In rutile, TiO₂ holds each titanium atom inside six oxygen atoms. Four of the Ti–O bonds are equal, and the other two share a second length. When the crystal is squeezed, its volume shrinks and so do both bond lengths, but not in step. The problem is to forecast the band gap of the most compressed cell, and to find out which measure of compression the gap obeys.

Rutile TiO₂ computed with Ansatz 0.2.0 using the PBE functional, PAW potentials and plane waves, without spin polarisation or spin–orbit coupling. The wave cutoff is 420 eV, the k mesh 6×6×8 and the Fermi–Dirac smearing width 0.02 eV; atomic positions were relaxed with r2SCAN.

| volume (Å³/atom) | c/a | shortest distance (Å) | band gap (eV) | least direct gap (eV) |
| --- | --- | --- | --- | --- |
| 9.203 | 0.6425 | 1.879 | ? | ? |
| 9.493 | 0.6425 | 1.901 | 2.001 | 2.001 |
| 9.790 | 0.6425 | 1.917 | 1.959 | 1.959 |
| 10.093 | 0.6425 | 1.933 | 1.920 | 1.920 |
| 10.160 | 0.6501 | 1.941 | 1.902 | 1.902 |
| 10.402 | 0.6425 | 1.948 | 1.888 | 1.888 |
| 10.717 | 0.6425 | 1.962 | 1.857 | 1.857 |
| 11.038 | 0.6425 | 1.976 | 1.836 | 1.836 |
| 11.366 | 0.6425 | 1.989 | 1.815 | 1.815 |
| 11.700 | 0.6425 | 2.001 | 1.790 | 1.802 |

The volume is given per atom, c/a is the ratio of the cell edges, and the shortest distance is that of the nearest Ti–O pair. In every cell the atoms were relaxed with another functional, r2SCAN, before the PBE gap was computed, so the bond lengths are not those that PBE itself would give. The band gap runs from the highest filled to the lowest empty level, wherever these lie in the band structure. The least direct gap compares the two at the same wave vector.

**(a) Why does the gap widen under compression, and why does it widen faster the further the crystal is squeezed?**

*Solution.* In this oxide the top of the valence band consists mainly of oxygen 2p states and the bottom of the conduction band mainly of titanium 3d states. That is standard chemistry of TiO₂, not something the table tests. Where the two kinds of orbital overlap they can mix, and mixing pushes a filled level down and an empty one up. The two edges of the gap do not mix with each other, however: at Γ, the centre of the Brillouin zone, they differ in symmetry. The highest filled level is an oxygen state that takes little part in bonding, whereas the lowest empty one is pushed up by oxygen states deeper in the valence band. This too is known from the band theory of rutile, not from the table. A shorter bond means more overlap, a stronger push and hence a wider gap.

The simplest model joins the lowest empty level to one such deeper oxygen level, a distance $\Delta$ below it, by a coupling $t$. If $t$ is small, the empty level rises by $t^2/\Delta$, and the gap grows by about as much. A common estimate for p–d coupling is $t \propto d^{-3.5}$, with $d$ the bond length, which makes the widening proportional to $d^{-7}$. If all lengths scale together, $d$ goes as the cube root of the volume $V$, and the widening goes as $V^{-7/3}$.

Two limits show the shape of the curve. In a crystal pulled far apart the mixing dies out, and a little more stretching changes it hardly at all. In a crystal pressed tightly together each further squeeze adds more than the one before. If mixing alone set the gap, a plot of gap against volume would therefore fall steeply at first and then flatten.

The table shows this shape. From 9.493 to 9.790 Å³/atom the gap changes by −1.36 eV per unit of $\ln V$, but from 11.038 to 11.366 only by −0.72 eV. The first slope is about 1.9 times the second. The model allows less: between the midpoints of the two intervals, 9.64 and 11.20 Å³/atom, its slope changes by a factor of only $(11.20/9.64)^{7/3} \approx 1.4$.

Mixing thus gives the right direction and the right kind of bend, but too little of it. Nor need it act alone. Under compression the oppositely charged neighbours come closer, which raises the titanium levels relative to the oxygen levels and so widens the gap as well. Compression also broadens the bands, which narrows the gap. If that opposing effect varies more slowly with distance than the widening, it cancels a larger share of the slope in the expanded crystal and so makes the curve bend more. This is a guess, since the calculations do not separate these effects.

**(b) What gap should the cell at 9.203 Å³/atom have, and should the forecast use the volume or the shortest distance?**

*Solution.* For a very small strain any smooth curve is a straight line, and its slope against $\ln V$ is called the deformation potential of the gap. Part (a) shows that this slope itself changes with volume, so the next term is needed as well. With $x = \ln(V/V_0)$ and $V_0 = 10.402$ Å³/atom, a least-squares fit gives

$$E_\text{gap} = 1.887 - 1.027\,x + 2.424\,x^2 \quad \text{(in eV)}.$$

The fit uses the seven known rows that have the same c/a and a direct gap. Two rows stay out for physical reasons. The cell at 10.160 is squeezed along a and b only. At 11.700 the lowest empty level has moved from Γ to the point R at the boundary of the Brillouin zone, so that its band gap belongs to a different pair of states.

For the withheld cell $x = \ln(9.203/10.402) = -0.1225$. The linear term then adds 0.126 eV and the quadratic term 0.036 eV, which gives 2.049 eV. The quadratic term matters here: a constant deformation potential would leave out more than a fifth of the widening.

The cell at 11.700 helps to judge the error, because it lies one step beyond the fitted rows on the other side. There the curve comes within about 0.002 eV of the least direct gap. The withheld cell lies where the curve is steeper and its form matters more, so a wider margin is fair.

The shortest distance looks like a more chemical choice than the volume, but it hides a trap. From 9.790 to 9.493 it shrinks by 0.016 Å, and in the next, similar step by 0.022 Å. The explanation lies in the two bond lengths, which follow from the cell edges and the shortest distance once it is known which bonds are the shortest.

At 9.790 the four equal bonds are the shortest, at 1.917 Å, while the other two measure 1.928 Å. At 9.493 the lengths are almost equal, 1.901 and 1.903 Å, because the two longer bonds shrink faster. If both lengths continue smoothly, the two have overtaken the four at 9.203 and now set the shortest distance of 1.879 Å, with the four at 1.884 Å. The opposite assignment would put a sudden break into both trends.

A curve in the shortest distance would thus follow one kind of bond through the fitted rows and then switch to the other. Fitted to the same seven rows with a linear and a quadratic term, it gives 2.067 eV, which should be too high. The pure mixing law of part (a), with a constant and a strength fitted to these rows, gives 2.037 eV. That should be too low, since it bends too little.

The forecast is therefore a gap of about 2.05 eV, between 2.04 and 2.06 eV. It should still be direct at Γ, because R took over only on expansion. This is a forecast of the PBE gap, and PBE gaps are much too small: for rutile at ordinary pressure the measured gap is about 3 eV.

**(c) How good is the forecast, and which length does the gap follow?**

*Solution.* The computed results are these.

The withheld rows as computed:

| volume (Å³/atom) | c/a | shortest distance (Å) | band gap (eV) | least direct gap (eV) |
| --- | --- | --- | --- | --- |
| 9.203 | 0.6425 | 1.879 | 2.046 | 2.046 |

The computed gap is 2.046 eV, inside the range and 0.003 eV below the value from the volume curve. The two gap columns of this row agree, so the gap is direct, and the full output of the run places both of its edges at Γ, as forecast. The two rival formulas miss in the expected directions. The mixing law is 0.009 eV too low, and the curve in the shortest distance is 0.021 eV too high.

It would be easy to conclude that volume is the right measure and bond length the wrong one. The cell at 10.160 speaks against that. Compared with the cell at 10.402, its a and b edges are about 1.2 % shorter and its c edge is unchanged. Here the volume curve is 0.011 eV too high, while the curve in the shortest distance agrees with the computed gap to within 0.001 eV.

The two results fit together if the gap follows the four equal bonds. In all the fitted rows these four are the shortest, and very probably in the cell at 10.160 too, though its shortest distance alone does not prove it. There the shortest distance does its job. At 9.203 it reports the other two bonds instead. The remedy is to put the length of the four, 1.884 Å, into the same curve. This is 0.064 Å less than in the cell at 10.402, and the curve gives

$$1.887 + 2.072 \times 0.064 + 7.726 \times 0.064^2 \approx 2.051\ \text{eV}.$$

The error falls from 0.021 to about 0.005 eV. This correction was made after the result was known, so it explains the miss but is not a second successful forecast.

The four bonds also show why the direction of a squeeze matters. They run obliquely to the c axis, so a shorter c edge shortens them directly. Reducing a and b by 1.2 % at fixed c takes only 0.007 Å off their length and widens the gap by 0.014 eV. Reducing all three edges by 1 % takes off 0.015 Å and widens it by 0.032 eV. Either way the gap gains about 2 eV per ångström of bond shortening.

This gives a rule for a neighbouring case: first work out what a strain does to the four equal bonds, then estimate the gap from their length. The rule rests on only one cell strained differently from the rest. It also does not prove that mixing along these bonds is the sole cause, since other distances change with them.

For a rutile film with its c axis normal to the surface, the calculations suggest how little the gap gains from in-plane compression. Shortening a and b by 1 % at fixed c widens it by only about 0.012 eV. In a film that is free to expand along c, that edge would lengthen, by roughly 0.7 % for each per cent taken off a and b, as the stresses computed in the same runs suggest. If the effects of the edges simply add, each per cent of lengthening takes back about 0.02 eV, so that little or nothing of the gain remains. In such a film, in-plane compression is therefore a poor means of widening the gap.

The volume curve remains useful for cells of the same shape, because both bond lengths then vary smoothly with volume. It should not be read as a pressure curve: with c/a held fixed, the stresses along a and c are in general unequal. For a cell of another shape, volume alone leaves out the very thing that the cell at 10.160 reveals, namely which bonds have been shortened.
